**On the potential.** With $\hbar=c=1$, one virtual $e^+e^-$ loop adds to the Coulomb field of a point nucleus the Uehling (1935) term

$$V_U(r)=-\frac{Z\alpha}{r}\,\frac{2\alpha}{3\pi}\int_1^\infty dt\,w(t)\,e^{-2m_e t r},\qquad w(t)=\Big(1+\frac{1}{2t^2}\Big)\frac{\sqrt{t^2-1}}{t^2}.$$

It is a sum of attractive Yukawa terms, the longest range being $1/2m_e=193$ fm. The orbit size is $a=1/(Z\alpha\mu)$, with $\mu$ the reduced mass. Their ratio $b=2m_ea=2m_e/(Z\alpha\mu)$ is the only shape parameter. Muonic hydrogen has $a=285$ fm and $b=1.475$.

**On the skipped matrix elements.** Put $\rho=r/a$ and $x=bt$. The normalised Schrödinger functions obey $R_{20}^2=\tfrac12(1-\rho/2)^2e^{-\rho}$ and $R_{21}^2=\tfrac1{24}\rho^2e^{-\rho}$, so

$$\Big\langle \frac{e^{-x\rho}}{\rho}\Big\rangle_{2S}=\frac{1+2x^2}{4(1+x)^4},\qquad \Big\langle \frac{e^{-x\rho}}{\rho}\Big\rangle_{2P}=\frac{1}{4(1+x)^4}.$$

The difference is $x^2/2(1+x)^4$. With $Z\alpha/a=\mu(Z\alpha)^2$, first-order perturbation theory gives

$$\Delta E_U=E(2P)-E(2S)=\mu (Z\alpha)^2\frac{\alpha}{3\pi}\,I(b),\qquad I(b)=\int_1^\infty dt\,w(t)\frac{(bt)^2}{(1+bt)^4}.$$

Both levels fall and 2S falls further. The kernel vanishes at $x=0$ because $\langle 1/r\rangle$ is the same for 2S and 2P: a mere rescaling of the charge splits nothing. For muonic hydrogen the prefactor is 3.915 eV and $I=0.05236$, so $\Delta E_U=205$ meV.

**On large $b$.** Expanding the kernel as $x^{-2}-4x^{-3}+\dots$, with $\int_1^\infty w\,t^{-2}dt=2/5$ and $\int_1^\infty w\,t^{-3}dt=5\pi/64$, gives

$$I\simeq\frac{2}{5b^2}\Big(1-\frac{25\pi}{32\,b}\Big),\qquad \Delta E_U\to\frac{4\alpha}{15\pi}\,\frac{(Z\alpha)^4\mu^3}{8m_e^2}.$$

This is the contact term $-(4\alpha Z\alpha/15m_e^2)\,\delta^3(\mathbf r)$ acting on $|\psi_{2S}(0)|^2=1/8\pi a^3$. Its correction falls only as $1/b$. At $b=1.475$ the contact formula gives 720 meV and is useless.

**On small $b$.** Write $I=\int (dx/x)\,g(x/b)\,x^2/(1+x)^4$ with $g(t)=t\,w(t)$ for $t>1$ and zero below. With $v=1/t^2$, $g^2=(1+v/2)^2(1-v)$ has derivative $-\tfrac32v(1+v/2)<0$, so $g$ rises monotonically from 0 to 1 with $t$. Hence $I$ falls monotonically with $b$ and is bounded by $\int_0^\infty x\,(1+x)^{-4}dx=1/6$. Near that end $I=\tfrac16-\tfrac34b^2+\pi b^3+\dots$, and $\Delta E_U\to\mu(Z\alpha)^2\alpha/18\pi$, free of $m_e$. This is the running charge. At $r\ll1/m_e$ the potential is $(Z\alpha/r)(2\alpha/3\pi)[\ln(m_er)+\text{const}]$, the constants cancel, and $\langle\ln\rho/\rho\rangle_{2P}-\langle\ln\rho/\rho\rangle_{2S}=1/12$ gives the same limit.

**On the inputs.** All are approximate given values: $m_\mu=206.768\,m_e$, nuclear masses $M/m_e=1836.15$ (p), 3670.48 (d), 12786 ($^7$Li), 21869 ($^{12}$C), and rms charge radii $r_N=0.84$, 2.13, 2.44, 2.47 fm in the same order. The muonic ions carry no electrons. Two omitted terms are listed beside the result. The nuclear-size term raises 2S by $E_{\rm size}=\tfrac{2\pi}{3}Z\alpha r_N^2|\psi_{2S}(0)|^2=\tfrac1{12}\mu(Z\alpha)^2(r_N/a)^2$ and so opposes $\Delta E_U$. The fine structure $E_{\rm fs}=\mu(Z\alpha)^4/32$ lifts $2P_{3/2}$ above $2P_{1/2}$. The Dirac–Coulomb degeneracy that $\Delta E_U$ breaks is $2S_{1/2}$–$2P_{1/2}$. The column "contact" is the ratio $(2/5b^2)/I$.

| system | $\mu/m_e$ | $b$ | $I(b)$ | contact | $\Delta E_U$ | $E_{\rm size}$ | $E_{\rm fs}$ | unit |
|---|---|---|---|---|---|---|---|---|
| H (electron) | 0.99946 | 274.2 | $5.27\times10^{-6}$ | 1.009 | $1.11\times10^{-4}$ | $5.7\times10^{-7}$ | 0.045 | meV |
| $\mu$p | 185.84 | 1.475 | 0.05236 | 3.5 | 205 | 3.7 | 8.4 | meV |
| $\mu$d | 195.74 | 1.400 | 0.05520 | 3.7 | 228 | 28 | 8.9 | meV |
| $\mu\,^7$Li$^{2+}$ | 203.48 | 0.449 | 0.1214 | 16 | 4.7 | 3.3 | 0.75 | eV |
| $\mu\,^{12}$C$^{5+}$ | 204.83 | 0.223 | 0.1480 | 54 | 23 | 55 | 12 | eV |

**On the trend.** The kernel $x^2/(1+x)^4$ is symmetric under $x\to1/x$ and peaks at $x=1$, where the Yukawa range equals $a$. The pair threshold $t=1$ cuts off everything below $x=b$. In ordinary hydrogen the cut lies far out in the $x^{-2}$ tail and the shift is only 26.8 MHz. In $\mu$p the cut lies just beyond the peak, and $I$ reaches the fraction $6I=0.31$ of its ceiling. The peak is uncovered in lithium (0.73) and carbon (0.89).

The scaling therefore crosses from $Z^4\mu^3$ at large $b$ to $Z^2\mu$ at small $b$. The isotope pair shows the crossover at fixed $Z$. From $\mu$p to $\mu$d the reduced mass grows by the factor 1.053 and the splitting by 1.110, an effective exponent of 2.0, midway between 3 and 1. From $\mu$p to $\mu$C the prefactor grows by 39.7 and $I$ by 2.83, together 112, where the contact law would demand 1735.

**On where it stops dominating.** The ratio of the size term to the Uehling term is

$$\frac{E_{\rm size}}{\Delta E_U}=\frac{\pi}{4\alpha}\,\frac{(r_N/a)^2}{I(b)}.$$

Since $I<1/6$ while $r_N/a$ grows with $Z$, the nucleus wins soon. The ratio is 0.018 for $\mu$p, 0.12 for $\mu$d, 0.70 for lithium and 2.4 for carbon, where these two terms together place $2S_{1/2}$ above $2P_{1/2}$. The size formula is itself a leading term, with a correction of relative order $r_N/a$, which is 0.06 in carbon. Its cross term with vacuum polarisation is of order $\alpha/\pi$ times $E_{\rm size}$. For that reason the energies of the heavier ions carry two figures.

**On the other neglected terms.** The self-energy of the bound particle of mass $m$ raises 2S. Its leading logarithm is $(\alpha/6\pi)(Z\alpha)^4(\mu^3/m^2)\ln(Z\alpha)^{-2}$. It carries $1/m^2$ where the contact Uehling term carries $1/m_e^2$. The estimate is 1.3 GHz in hydrogen, where it outweighs vacuum polarisation and sets the sign, but only 0.8 meV in $\mu$p and 0.9 eV in $\mu$C. Two-loop electron polarisation adds approximately 1.5 meV in $\mu$p. The 2S hyperfine splitting there, $\alpha^4\mu^3\mu_p/(3m_\mu m_p)$ with $\mu_p\approx2.79$ nuclear magnetons, is 23 meV, so the table refers to hyperfine centroids. The 205 meV is the one-loop point-nucleus term, and the full $2P_{1/2}$–$2S_{1/2}$ interval differs from it at the per-cent level.